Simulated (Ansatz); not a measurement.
# Magnon dispersion of ferromagnetic GdB2Rh3 along and across the hexagonal axis from PBEsol+U exchange couplings

A magnetic material in a spintronic or cooling device keeps its order on warming only as far as its spin waves cost enough energy, and a crystal with stiff and soft directions is limited largely by the soft ones. In GdB2Rh3 the Gd atoms form straight chains along the hexagonal axis, with wider spacing between chains, so a strong directional contrast is likely. The question is how large it is and which Gd–Gd couplings produce it. The energies are those of adiabatic magnons in linear spin-wave theory, counted from the collinear ferromagnetic state, with PBEsol, U = 6 eV on Gd 4f and couplings at constrained moments. No measured spectrum is shown, so the comparison is between directions and with the listed couplings.

## Systems and settings

One crystal, GdB2Rh3 (P6/mmm), in the lowest of the collinear states that were tried (6 atom(s), 1 counted as magnetic, largest moment 7.13 muB), from measured cells of the Crystallography Open Database. Ansatz 0.2.0, plane waves with its default PAW datasets, cutoff 420 eV, collinear spins without spin-orbit coupling, Fermi-Dirac smearing of 0.15 eV. The k mesh is 10×10×14 and the sums for the couplings run over 10×10×16. Functional: PBEsol, Dudarev U (eV) Gd 6. The couplings are taken at constrained moments: the directions are held and the rest of the density and field relaxes in linear response. Three of the shells of the first set, not a full list of the strongest, are Gd–Gd pairs at 3.11 Å, 2 neighbours, J = 4.28 meV; Gd–Gd pairs at 5.40 Å, 6 neighbours, J = 0.273 meV; Gd–Gd pairs at 9.86 Å, 12 neighbours, J = 0.00741 meV. Adiabatic magnon energies follow from all couplings by linear spin-wave theory along a path through the zone of the magnetic cell. The rows are a selection of 22 of the 67 points on this stretch of the path, with its corners; over all 67 points the lowest branch of the first set reaches 12.9 meV. By the count of bands on its mesh the state is metallic.

Notes on method and selection:

- J is defined by E = -sum over ordered pairs (each pair twice) of J e_i.e_j with unit vectors e, a classical Heisenberg model without biquadratic or multi-spin terms, so J > 0 favours parallel moments and the moment's size is inside J.
- Without spin-orbit coupling there is no anisotropy, so the lowest branch goes to zero at the ordering wavevectors; damping and quantum corrections are left out.
- Couplings at rigid moments can miss in size and sometimes in sign.
- The state is the lowest of a few collinear starts and need not be the true ground state; spin-orbit coupling is left out.
- Couplings between f moments are uncertain at this level, and rigid ones can be several times too large.
- Ansatz's own search for a lower self-consistent state was switched off in these runs, so a run may rest in a state that is not the lowest for its pattern of moments.
- Runs whose couplings were flagged as in doubt, moved by over 30 per cent with the upper empty bands, lost their pattern of moments or rest on unlike orbital states are not listed.
- For crystals with 4f or 5f elements only couplings at constrained moments are used, since rigid ones can be several times too large.
- Runs that did not converge, have known faults or may not be shown are not listed, and runs on Ansatz's PAW sets soft_1 and soft_2 are kept to separate tables.

Columns:

- path length (1/Å): length along the path from its start.
- q: wavevector in fractions of the magnetic cell's reciprocal vectors.
- lowest, constrained (meV): energy of the lowest magnon branch, constrained couplings.

Input lines of one member:

```
magnetization:
  spin_polarized: true
kpoints:
  mp_grid: { grid: [10, 10, 14] }
  band_path:
    path:
      - [0.0, 0.0, 0.0]
      - [0.5, 0.0, 0.0]
      - [0.3333333333, 0.3333333333, 0.0]
      - [0.0, 0.0, 0.0]
      - [0.0, 0.0, 0.5]
      - [0.5, 0.0, 0.5]
      - [0.3333333333, 0.3333333333, 0.5]
    npoints: 11
hamiltonian:
  xc: pbesol
  hubbard:
    sites: [{ species: Gd, l: f, u_eff: 6.0 }]
    projectors: ortho-atomic
scf:
  occupations: { method: fermi_dirac, width: 0.15 }
  lower_state_search: "off"
output:
  write_bands: true
  eigenstates:
    nscf_kmesh: { grid: [10, 10, 16] }
    top_band: c114
    exchange_couplings: { magnetic: [{ species: Gd }] }
```

Command (options for logging and memory left out): `ansatz run input.yaml`

## Computed values

| member | path length (1/Å) | q | lowest, constrained (meV) | remark |
| --- | --- | --- | --- | --- |
| 0.000 1/Å | 0.000 | (0, 0, 0) | 0.00 | corner of the path |
| 0.244 1/Å | 0.244 | (0.182, 0, 0) | 0.99 |  |
| 0.488 1/Å | 0.488 | (0.364, 0, 0) | 2.60 |  |
| 0.671 1/Å | 0.671 | (0.5, 0, 0) | 3.05 | corner of the path |
| 0.707 1/Å | 0.707 | (0.485, 0.03, 0) | 3.06 |  |
| 0.848 1/Å | 0.848 | (0.424, 0.152, 0) | 3.19 |  |
| 0.989 1/Å | 0.989 | (0.364, 0.273, 0) | 3.37 |  |
| 1.059 1/Å | 1.059 | (0.333, 0.333, 0) | 3.41 | corner of the path |
| 1.200 1/Å | 1.200 | (0.273, 0.273, 0) | 3.24 |  |
| 1.482 1/Å | 1.482 | (0.152, 0.152, 0) | 1.77 |  |
| 1.764 1/Å | 1.764 | (0.03, 0.03, 0) | 0.10 |  |
| 1.834 1/Å | 1.834 | (0, 0, 0) | 0.00 | corner of the path |
| 2.110 1/Å | 2.110 | (0, 0, 0.136) | ? |  |
| 2.477 1/Å | 2.477 | (0, 0, 0.318) | 10.57 |  |
| 2.844 1/Å | 2.844 | (0, 0, 0.5) | 12.90 | corner of the path |
| 3.088 1/Å | 3.088 | (0.182, 0, 0.5) | 12.75 |  |
| 3.332 1/Å | 3.332 | (0.364, 0, 0.5) | 12.45 |  |
| 3.515 1/Å | 3.515 | (0.5, 0, 0.5) | 12.35 | corner of the path |
| 3.550 1/Å | 3.550 | (0.485, 0.03, 0.5) | 12.35 |  |
| 3.691 1/Å | 3.691 | (0.424, 0.152, 0.5) | 12.36 |  |
| 3.832 1/Å | 3.832 | (0.364, 0.273, 0.5) | 12.37 |  |
| 3.903 1/Å | 3.903 | (0.333, 0.333, 0.5) | 12.37 | corner of the path |

Cells marked ? are withheld until the estimate has been made.

## What drives the series

The branch is steep along the chains and shallow across them. It reaches 12.90 meV at (0, 0, 0.5), but only 3.05 meV at (0.5, 0, 0) and 3.41 meV at (0.333, 0.333, 0), a ratio of 12.90 / 3.41 = 3.78 between the axial and the larger in-plane value.

With one Gd atom per cell, the energy is (4/m) Σ J [1 − cos(q·R)], summed over all neighbours, with m = 7.13 the moment in μB. The prefactor is 4 / 7.13 = 0.561. At (0, 0, 0.5) successive Gd layers precess in antiphase, and the two chain neighbours at 3.11 Å give 0.561 × 2 × 4.28 × 2 = 9.60 meV, about three quarters of the total. The rest comes from other pairs in layers an odd number of steps apart.

Across the chains, the shell at 5.40 Å is not enough. At (0.5, 0, 0) four of its six neighbours are in antiphase, which gives 0.561 × 4 × 0.273 × 2 = 1.23 meV out of 3.05 meV. The top face of the zone shows where the remainder lies. There the energy falls from 12.90 to 12.35 meV between (0, 0, 0.5) and (0.5, 0, 0.5), because couplings between odd-spaced layers enter with reversed sign. Their part of the in-plane energy is (3.05 + 12.90 − 12.35) / 2 = 1.80 meV, leaving 3.05 − 1.80 = 1.25 meV for pairs within a layer or an even number of layers apart, close to the 1.23 meV of the 5.40 Å shell. Oblique couplings between chains, ferromagnetic on balance, thus stiffen the basal plane and nearly flatten the top face.

The 4f shells hardly overlap, so the coupling must pass through the valence electrons, probably by way of Gd 5d and Rh 4d states. The overall energy scale depends clearly on the chosen U.

## Blind estimate

Plain estimates from the members shown:

- 2.110 1/Å, straight-line interpolation between 1.834 1/Å and 2.477 1/Å: w = (2.110 − 1.834) / (2.477 − 1.834) = 0.429, so 0.00 + 0.429 × (10.57 − 0.00) = 4.54 meV

The straight line gives 4.54 meV, but a ferromagnetic branch starts quadratically, so a sum of cosines over layer spacings is preferred. Let A1, A2 and A3 be the weights in meV of 1 − cos(2πn q_z) for n = 1, 2, 3.

The zone-edge energy fixes A1 + A3 = 12.90 / 2 = 6.45. The chain neighbours supply 0.561 × 2 × 4.28 = 4.80 of A1. If the odd-layer part, 1.80 meV, belongs to the 12 nearest oblique pairs, of which 8 are in antiphase at (0.5, 0, 0), they add 1.80 × 12 / 16 = 1.35. Hence A1 = 4.80 + 1.35 = 6.15 and A3 = 6.45 − 6.15 = 0.30. The same oblique coupling predicts 1.80 × 18 / 16 = 2.03 meV for the odd-layer part at (0.333, 0.333, 0); the table gives (3.41 + 12.90 − 12.37) / 2 = 1.97 meV.

At q_z = 7 / 22 = 0.318 the cosines for n = 1, 2, 3 are about −0.42, −0.65 and 0.96, so the factors are 1 + 0.42 = 1.42, 1 + 0.65 = 1.65 and 1 − 0.96 = 0.04. The energy there then yields A2 = (10.57 − 6.15 × 1.42 − 0.30 × 0.04) / 1.65 = 1.11. At q_z = 3 / 22 = 0.136 the cosines are about 0.65, −0.14 and −0.84, so the factors are 1 − 0.65 = 0.35, 1 + 0.14 = 1.14 and 1 + 0.84 = 1.84, and the sum is 6.15 × 0.35 + 1.11 × 1.14 + 0.30 × 1.84 = 3.97 meV.

The weak point is A3, a small difference of larger terms. A moment of 7.0 instead of 7.13 in the prefactor lowers the result by about 0.2 meV; the mismatch in the oblique test and a fourth-layer weight of 0.1 meV each move it by about 0.1 meV. Together these suggest an error of 0.3 meV.

**Committed estimate, 2.110 1/Å: lowest, constrained = 4.0 ± 0.3 meV.**

## Result

| member | path length (1/Å) | q | lowest, constrained (meV) |
| --- | --- | --- | --- |
| 2.110 1/Å | 2.110 | (0, 0, 0.136) | 4.15 |

| member | estimate | lowest, constrained (meV) | computed | estimate − computed | miss in error bars |
| --- | --- | --- | --- | --- | --- |
| 2.110 1/Å | committed | 4.00 | 4.15 | −0.15 | 0.5 |
| 2.110 1/Å | interpolation | 4.54 | 4.15 | +0.39 |  |

The estimate of 4.0 ± 0.3 meV lies 0.15 meV below the computed 4.15 meV, half an error bar away. The straight line, at 4.54 meV, missed by 0.39 meV in the other direction, as expected for a branch that starts quadratically.

The sum over layer spacings held. Solving for the three weights with the new value raises A3 from 0.30 to about 0.4 meV and A2 from 1.11 to about 1.2 meV, with A1 slightly lower. Three energies fix three weights exactly, so this solution is not a test of the cut after the third layer.

The result also shows that coupling between adjacent layers alone cannot shape the axial branch. If it supplied the whole zone-edge energy, the value at q_z = 0.136 would be 6.45 × 0.35 = 2.26 meV, little more than half of what was computed. Ferromagnetic coupling between more distant layers stiffens the long waves, although the 3.11 Å pairs still dominate at the zone edge.

## Members off the line

No point stands out: the energies follow a smooth branch, and the steep rise along the axis to the top face is the directional contrast itself. The five rows from (0.5, 0, 0.5) to (0.333, 0.333, 0.5) differ by only 0.02 meV, too little to give their order a physical meaning.

## What to take away

Along the shown path, a few layer couplings describe the axial branch well enough to estimate a withheld point to a few tenths of a meV, given its neighbours and the zone-edge energy. This single test says nothing about other compounds.

For practical use, energy can be divided by wavevector squared. The axial point lies 2.110 − 1.834 = 0.276 1/Å from the zone centre, which gives 4.15 / 0.276² = 54 meV Å² along the axis, against 0.99 / 0.244² = 17 meV Å² in the plane. These are values at finite wavevector, not the long-wave stiffness, but they show that the directional contrast persists well inside the zone, with a ratio of about three at these wavevectors.

Spin-orbit coupling could open a gap at the zone centre, probably a small one because the half-filled 4f shell has little anisotropy of its own, so it would matter only for the lowest energies. Warming would lower the magnon energies, strongly so near the Curie temperature.

[Logs are printed without paths, hosts, clocks, repeated set-up lines and the standing remarks that a program may print on its own settings, such as how far it seeks lower states.]
